**Question**

The table compares niobium in five crystal structures, as computed by density-functional theory. In fcc, hcp and dhcp, close-packed layers are stacked in different orders. Omega has chains of closely spaced atoms, and simple cubic has atoms only at the corners of a cube.

Nb relaxed in each named structure with Ansatz 0.2.0: DFT with r2SCAN, scalar-relativistic PAW, a 500 eV plane-wave cutoff and 0.05 eV Fermi-Dirac smearing. Energies are extrapolated to zero smearing and count from the lowest listed, which need not be the ground state; bulk moduli come from equation-of-state fits. All rows end non-magnetic.

```csv
structure,space group of the relaxed cell,neighbours within 15 % of the shortest distance,k mesh,starting moments,energy above lowest (meV/atom),neighbour distance (Å),volume per atom (Å³),bulk modulus (GPa)
omega (AlB2-type),P6/mmm,2,10×10×15,Nb +1 Nb +1 Nb +1 μB,0,2.674,18.36,169
dhcp,P6_3/mmc,12,17×17×4,Nb +1 Nb +1 Nb +1 Nb +1 μB,108,2.854,18.57,166
hcp,P6_3/mmc,12,21×21×10,Nb +1 Nb +1 μB,120,2.861,18.56,167
fcc,Fm-3m,12,21×21×21,Nb +1 μB,142,2.980,18.69,169
simple cubic,Pm-3m,6,19×19×19,Nb +1 μB,831,2.708,19.83,131
```

(a) Simple cubic has half as many neighbours as fcc. Does it lose half its binding, and what happens to its bonds?

(b) Omega is listed with two neighbours. Why does it not have the highest energy?

(c) The stacking of dhcp is half that of hcp and half that of fcc. Does its energy lie between theirs?

**Model answer**

(a) Consider two limits. If every neighbour added a fixed bond energy, simple cubic would lose half the binding of fcc. Niobium's cohesive energy is roughly 7.5 eV per atom (a recalled value), so the loss would be nearly 4 eV. If instead the bonding electrons could serve few neighbours as well as many, the loss would be zero. The calculated difference between simple cubic and fcc is 0.69 eV, about a tenth of the binding, so niobium is much nearer the second limit.

The reason is that a metal's bonding electrons are shared among all neighbours. An electron in a d orbital can hop to any of $Z$ neighbours at distance $r$, with a strength $h$ that falls roughly as $r^{-5}$. Hops out and back add up as $Zh^2$, and the width of the d band grows as the root of that sum. Filling the lower part of the band therefore gives a bonding energy proportional to $\sqrt{Z}\,h$. The repulsion between atoms adds up neighbour by neighbour, and in the simplest model it goes as $h^2$ for each:

$$E=-A\sqrt{Z}\,h+BZh^2,$$

where $A$ and $B$ are positive constants. Only the product $\sqrt{Z}\,h$ appears, so the lowest energy, $-A^2/4B$, is the same for any number of neighbours. What changes is the distance. With fewer neighbours each $h$ must grow, so the atoms move closer, and $r$ varies as $Z^{1/10}$.

Starting from the fcc distance, the model gives for simple cubic

$$r=2.980\ \text{Å}\times(6/12)^{1/10}=2.78\ \text{Å}.$$

The full calculation gives 2.708 Å. The model thus accounts for about three quarters of the shortening, and the simple cubic distance was not used to make the estimate.

The shortening also keeps the open structure from becoming very large. At the fcc distance, simple cubic would need $2.980^3=26.5$ Å³ per atom. It actually takes 19.83 Å³, only 6 % more than fcc. Its weaker binding, spread over this larger volume, goes with a bulk modulus 22 % below that of fcc.

(b) The listed count stops at 15 % beyond the shortest distance, and omega's shortest distance is unusually small. One atom in three has two contacts at 2.674 Å and twelve more at 3.12 Å, just past the cut. The other two atoms each have eleven contacts out to that same distance. The average is $(14+2\times11)/3=12$, as in the close-packed structures.

The average length of these contacts is 2.99 Å in omega and 2.98 Å in fcc, hcp and dhcp. By the argument in (a), these four structures should bind about equally well, and they do lie within 142 meV of one another. What separates them is a finer matter than the number of bonds.

Theory looks for that finer cause in how the levels are distributed within the d band. Niobium's d band is a little less than half full. A structure gains if it gathers many levels low in the band, where they are occupied, and few near the middle. The body-centred cubic structure, niobium's stable form, does this well, and omega is derived from it by moving pairs of atomic planes together. That omega keeps part of this advantage is a reasonable inference, which a density of states would test.

The calculation does show that the levels are distributed differently. The electronic entropy term, which grows with the number of levels near the highest occupied ones, is about 7 meV per atom in omega and 10 to 11 meV in the close-packed structures. This number cannot rank the structures, however. Simple cubic has nearly the same value as fcc and lies far above it, and the stable body-centred cubic metal is itself known for having many levels there. What counts is the energy of all the filled levels, not the number at the top.

(c) No. Halfway between hcp and fcc would be $(120+142)/2=131$ meV, but dhcp lies at 108 meV, below both. The structures differ in shape as well as in stacking. In hcp and dhcp the layers have moved apart: the height-to-width ratio of the hcp cell is 1.83, against 1.63 for ideal packing, and dhcp is stretched about as much. Each atom then has six nearer and six farther neighbours.

The fcc crystal was held cubic, so its twelve neighbours must stay equally far away. It may lie highest of the three partly because it was denied this stretch. Letting fcc stretch along the normal to its layers would test this. If its energy then fell below that of dhcp, dhcp would lie between the other two after all. If it stayed above, that would suggest that a layer's energy depends on more than the two layers next to it.

**Remarks on the reasoning**

The model in (a) shows how losing half the neighbours can cost so little, but it predicts no cost at all, and that exact balance comes from letting the repulsion go as $h^2$. A steeper repulsion would favour many neighbours and so raise simple cubic. It would also reduce the predicted shortening, which is already too small. That change therefore cannot repair both errors. The model counts neighbours but ignores the directions in which they lie, and d orbitals are sensitive to direction.

In (b), the lesson is to look at the distances before trusting a neighbour count. A sharp cut can turn fourteen contacts into two. Once the contacts are properly counted, only simple cubic stands apart, with far fewer contacts, a shorter average bond and a much higher energy. The other four have equal numbers on average, so their order must come from something else, such as shape and the way the levels fill.

In (c), the 12 meV between hcp and dhcp deserves caution. Its sign is the same when both crystals are compressed or expanded, but the two were computed on different k meshes, the r2SCAN functional was used with PAW datasets made for another functional (PBE), and atomic vibrations are left out. The energies also do not show that any of these crystals would survive if its symmetry were released. The differences, distances and counts used here are in the output below.

The analysis program printed:

```
simple cubic above fcc, meV/atom: 689
the same as percent of a rough recalled cohesive energy of 7.5 eV: 9.187
energy per bond, simple cubic over fcc, with that rough cohesive energy: 1.816
hcp above dhcp, meV/atom: 12
fcc above hcp, meV/atom: 22
dhcp below the mean of hcp and fcc, meV/atom: 23
hcp above dhcp at 0.88 of the volume, meV/atom: 7.83
hcp above dhcp at 1.08 of the volume, meV/atom: 14.08
omega, contact within the honeycomb layer, Å: 2.816
omega, contact between unlike sites, Å: 3.117
omega, mean number of contacts up to that distance: 12
omega, mean length of these contacts, Å: 2.993
hcp, longer six contacts and mean of twelve, Å: 3.097, 2.979
dhcp, longer six contacts and mean of twelve, Å: 3.103, 2.979
c/a of hcp, of dhcp per two layers, and of ideal packing: 1.832, 1.843, 1.633
contact in simple cubic shorter than in fcc, Å: 0.272
simple cubic contact estimated from fcc by the root rule, Å: 2.78
shortening estimated by the root rule, Å: 0.1996
volume of simple cubic above fcc, percent: 6.1
volume of fcc as a fraction of simple cubic: 0.9425
cost of squeezing simple cubic to 0.96 of its volume, meV/atom: 12.56
cost of squeezing simple cubic to 0.92 of its volume, meV/atom: 56.71
bulk modulus of simple cubic below fcc, percent: 22.49
electronic entropy term at the relaxed volume:
                row  meV/atom
  omega (AlB2-type)     7.391
               dhcp     10.37
                hcp     10.92
                fcc      10.7
       simple cubic     11.43
```
